Q: How do I read this table, and how far apart are the isomers?

A: Each energy is the height of the first isomer above the one named under "against", which has the same atoms. The bonds column says which bonds must be gained (+) and lost (−) to get from the lower isomer to the higher one. I shall use the wB97M-V column unless I say otherwise. There the heights run from less than 2 kJ/mol to almost 380.

Energies of gas-phase singlet molecules above the isomer named under "against", the lowest singlet of the same formula at PBE0-D4 among those computed. Ansatz 0.2.0, SPW92 (LDA), r2SCAN-D4 and wB97M-V with the def2-TZVPP basis at PBE0-D4/def2-TZVP geometries; electronic energies without zero-point or thermal terms.

```
       isomer (SMILES)                  against     formula  point group                            bonds gained (+) and lost (-)  SPW92 (kJ/mol)  r2SCAN-D4 (kJ/mol)  wB97M-V (kJ/mol)
   [CH3][Al]1[CH2][O]1          C=[CH][AlH][OH]     C2H5AlO           C1              +1 Al-C -1 Al-H +1 C-O -1 C=C +2 H-C -1 H-O            93.1               116.2             126.3
    [CH2]1O[CH2][AlH]1          C=[CH][AlH][OH]     C2H5AlO          C2v              +1 Al-C -1 Al-O +2 C-O -1 C=C +1 H-C -1 H-O           220.3               261.1             262.2
   [CH3][AlH][O][SiH3]         C[SiH2][O][AlH2]    CH7AlOSi           C1                          +1 Al-C -1 Al-H -1 Si-C +1 Si-H             1.4                 0.2               1.5
 [CH3][Al]([OH])[SiH3]         C[SiH2][O][AlH2]    CH7AlOSi           Cs  +1 Al-C -2 Al-H +1 Al-Si +1 H-O -1 Si-C +1 Si-H -1 Si-O            76.0                94.5             106.4
   O[CH]([AlH2])[SiH3]         C[SiH2][O][AlH2]    CH7AlOSi           C1     +1 Al-C -1 Al-O +1 C-O -2 H-C +1 H-O +1 Si-H -1 Si-O           349.8               380.7             378.2
      [F][AlH][SiH2]Cl      [F][Al]([SiH3])[Cl]   AlClFH3Si           Cs                        -1 Al-Cl +1 Al-H +1 Si-Cl -1 Si-H            83.8                87.7              82.9
[OH][Al]([Cl])[SiH2]Cl  [SiH3][O][Al]([Cl])[Cl]  AlCl2H3OSi           Cs        -1 Al-Cl +1 Al-Si +1 H-O +1 Si-Cl -1 Si-H -1 Si-O           135.7               161.8             166.5
```

Q: My first thought is that breaking bonds costs energy, so the isomer that breaks most bonds should lie highest. Is that wrong?

A: Two rows settle it. In [CH3][Al]([OH])[SiH3] the aluminium carries a methyl, a hydroxyl and a silyl group. In O[CH]([AlH2])[SiH3] the carbon carries the hydroxyl, the aluminium and the silicon. Both are compared with the same lower isomer, and both break four bonds and form four. Yet one lies at 106 kJ/mol and the other at 378.

The count fails because new bonds repay the broken ones. What matters is whether the new bonds are as strong as the old.

Q: What differs between those two molecules, then?

A: Follow the oxygen. In the lower isomer it sits between silicon and aluminium. In [CH3][AlH][O][SiH3] it still does, and that isomer is level with the lower one to within 2 kJ/mol. When oxygen gives up silicon but keeps aluminium, the height is 106 kJ/mol. When it gives up both and binds only carbon and hydrogen, the height is 378.

Oxygen has two bonds in all four molecules, so only its partners have changed. Other bonds change too, however, and a fair account has to include them.

Q: Why should oxygen care so much about its partners?

A: Aluminium and silicon hold their electrons loosely, and oxygen attracts electrons strongly. A bond from either of them to oxygen therefore carries an electrostatic attraction on top of the shared electron pair. Pauling's picture puts this into a formula. The strength of a bond A–B is the average of A–A and B–B, plus about 1 eV × (χ_A − χ_B)², where χ is the electronegativity.

In the isomerizations of this table the averages drop out. Every atom forms as many bonds after the exchange as before, if C=C is counted as two C–C bonds, so the A–A and B–B parts add up to the same total on both sides. The height is then the polar parts lost less the polar parts gained.

The limiting case is instructive. In this picture, if all atoms had the same electronegativity, any such exchange would cost nothing, however many bonds it broke.

Q: Can you work one through with numbers?

A: Take [F][AlH][SiH2]Cl, where chlorine has moved from aluminium to silicon and hydrogen has moved the other way. Rough electronegativities are Al 1.6, Si 1.9, H 2.2 and Cl 3.2.

- Chlorine moves from Al to Si: 1.6² − 1.3² = 0.87 eV, a cost of 84 kJ/mol.
- Hydrogen moves from Si to Al: 0.6² − 0.3² = 0.27 eV, a gain of 26 kJ/mol.

The estimate is 84 − 26 = 58 kJ/mol, and the table has 83. There is no oxygen in this molecule, so the rule is wider than a liking of oxygen for metals: the most electronegative atoms belong on the least electronegative ones.

Q: Does the same sum explain your two four-bond molecules?

A: It explains most of the gap. The polar part of an Al–O bond is 313 kJ/mol, while that of a C–O bond is only 62. Compared with the lower of the two molecules, the higher one has traded the first for the second, and the other differences between their bonds win back only part of the loss.

In total the sum puts O[CH]([AlH2])[SiH3] 174 kJ/mol above [CH3][Al]([OH])[SiH3] (255 − 81), where the calculation finds 272. The direction is right and the size is too small. One possible reason, which I have not tested, is that oxygen also donates a lone pair into the empty orbital of aluminium, a strengthening that the formula leaves out.

Q: Both ring molecules lie high as well. Couldn't ring strain be the real cause?

A: Not of the trend as a whole, because the molecule with the greatest height has no ring, and its height exceeds that of the higher ring by 116 kJ/mol. That ring, [CH2]1O[CH2][AlH]1, has also lost its Al–O bond. Its polar sum alone comes to 216 kJ/mol, against a computed 262.

The three-membered ring [CH3][Al]1[CH2][O]1 is another matter. It keeps its Al–O bond, and the polar sum places it slightly below the open-chain isomer, at −15 kJ/mol. The calculation places it at 126. Here strain is the natural suspect, since the bonds of such a small ring are forced far from their preferred angles.

Q: Can I read the strain energy off that difference?

A: No, for two reasons. Judged by typical bond energies, replacing the C=C bond of the lower isomer with two C–C bonds releases roughly 90 kJ/mol, which the polar sum ignores and which can hide strain in both rings. Besides, the sum also falls short by more than 100 kJ/mol for the highest isomer, which has no ring to strain.

Q: How do the explanations compare when they are treated alike?

A: I gave each a single scale factor, fitted to the five molecules without a ring. The polar sum then misses by 32 kJ/mol on average (root mean square), and the number of broken bonds by 100. The highest isomer weighs heavily in such a small set. When each molecule is predicted from the other four, the misses grow to 56 and 141 kJ/mol, and the verdict stands. The details are in the output below.

The ranking is more telling than the fit. No scale factor can change it, and the polar sum puts six of the seven rows in the right order, with only the three-membered ring out of place. The four-membered ring, however, owes its place to the neglected C=C bond: with the release of roughly 90 kJ/mol included, its sum drops from 216 to about 126 kJ/mol, below that of [OH][Al]([Cl])[SiH2]Cl, where the calculation has it above. The five molecules without a ring are in the right order either way, and this supports the polar picture as a guide. It doesn't prove that charge transfer is what makes these bonds strong, because Pauling derived his electronegativities from bond energies in the first place.

Q: Would another functional change the story?

A: Not the order within any one formula, which is the same in all three columns. r2SCAN-D4 stays within 12 kJ/mol of wB97M-V. SPW92, the local density approximation, gives heights 28 to 42 kJ/mol lower in five rows but agrees to within 1 kJ/mol in the other two.

In those two rows, groups merely trade places between aluminium and silicon. The local density approximation is known to bind molecules too strongly, and by different amounts for different bonds. Such an error cancels best when the bonds on both sides are alike, which fits the pattern here. For costs on the scale of a reaction step, I would not rely on SPW92.

Q: So what can I safely conclude from these energies?

A: Use the large gaps as a guide to which structures are energetically favoured. They are electronic energies, without zero-point motion or temperature, and they tell you neither the barrier nor the rate. Each molecule was computed in one conformer, which isn't always the lowest. Every row but that of the four-membered ring also carries a warning of a small imaginary mode, so the shapes may not be fully settled. This matters most for [CH3][AlH][O][SiH3], which should be treated as a tie with its lower isomer.

Q: And if I meet a rearrangement of this kind, how do I guess its cost?

A: Split it into moves, as for [OH][Al]([Cl])[SiH2]Cl. One chlorine goes from aluminium to silicon, which costs 84 kJ/mol as before. Oxygen exchanges silicon for hydrogen, which costs 217 − 139 = 78 kJ/mol. The last exchange, Si–H for Al–Si, is free in this model because both bonds have the same difference in electronegativity.

The sum is 162 kJ/mol, and the table has 167. Don't expect such agreement each time: without the scale factor, the typical miss for the molecules without a ring is about 60 kJ/mol. The recipe needs every atom to keep its number of bonds, and it leaves out ring strain and the energy of a lost double bond. Within those limits it can help you tell a costly rearrangement from a cheap one, but it can't decide between two isomers that lie close together. It puts [CH3][AlH][O][SiH3] 23 kJ/mol below its partner, for instance, where the calculation finds a tie.

Numerical output:

```
fit of e_wb97m_v on 5 rows (ring < 1): coefficient of p 1.345 +/- 0.11; rms 31.7, worst [OH][Al]([Cl])[SiH2]Cl 51.6, leave-one-out rms 55.8
  rows outside the fit (model, value, miss): [CH3][Al]1[CH2][O]1 -20.77, 126.3, -147; [CH2]1O[CH2][AlH]1 290.8, 262.2, 28.6
fit of e_wb97m_v on 5 rows (ring < 1): coefficient of nbroken 53.2 +/- 16; rms 100, worst O[CH]([AlH2])[SiH3] -165, leave-one-out rms 141
  rows outside the fit (model, value, miss): [CH3][Al]1[CH2][O]1 159.6, 126.3, 33.3; [CH2]1O[CH2][AlH]1 159.6, 262.2, -103
energies in kJ/mol:
                     row  wB97M-V  bonds broken  polar sum unscaled  polar sum scaled  SPW92 less wB97M-V
     [CH3][Al]1[CH2][O]1    126.3             3              -15.44            -20.77               -33.2
      [CH2]1O[CH2][AlH]1    262.2             3               216.1             290.8               -41.9
     [CH3][AlH][O][SiH3]      1.5             2              -23.16            -31.15                -0.1
   [CH3][Al]([OH])[SiH3]    106.4             4               81.05               109               -30.4
     O[CH]([AlH2])[SiH3]    378.2             4               254.7             342.7               -28.4
        [F][AlH][SiH2]Cl     82.9             2               57.89             77.89                 0.9
  [OH][Al]([Cl])[SiH2]Cl    166.5             3               162.1             218.1               -30.8
rms miss of the unscaled polar sum, acyclic rows, kJ/mol: 58.55
O[CH]([AlH2])[SiH3] above [CH3][Al]([OH])[SiH3], wB97M-V, kJ/mol: 271.8
highest acyclic isomer above the higher ring, wB97M-V, kJ/mol: 116
polar part of an Al-O bond, kJ/mol: 312.6
polar part of a Si-O bond, kJ/mol: 217.1
polar part of an O-H bond, kJ/mol: 138.9
polar part of a C-O bond, kJ/mol: 61.75
polar cost of moving Cl from Al to Si, kJ/mol: 83.94
polar gain of moving H from Si to Al, kJ/mol: 26.05
rough release when C=C becomes two C-C bonds, recalled bond energies, kJ/mol: 90
largest difference of r2SCAN-D4 from wB97M-V, kJ/mol: 11.9
```
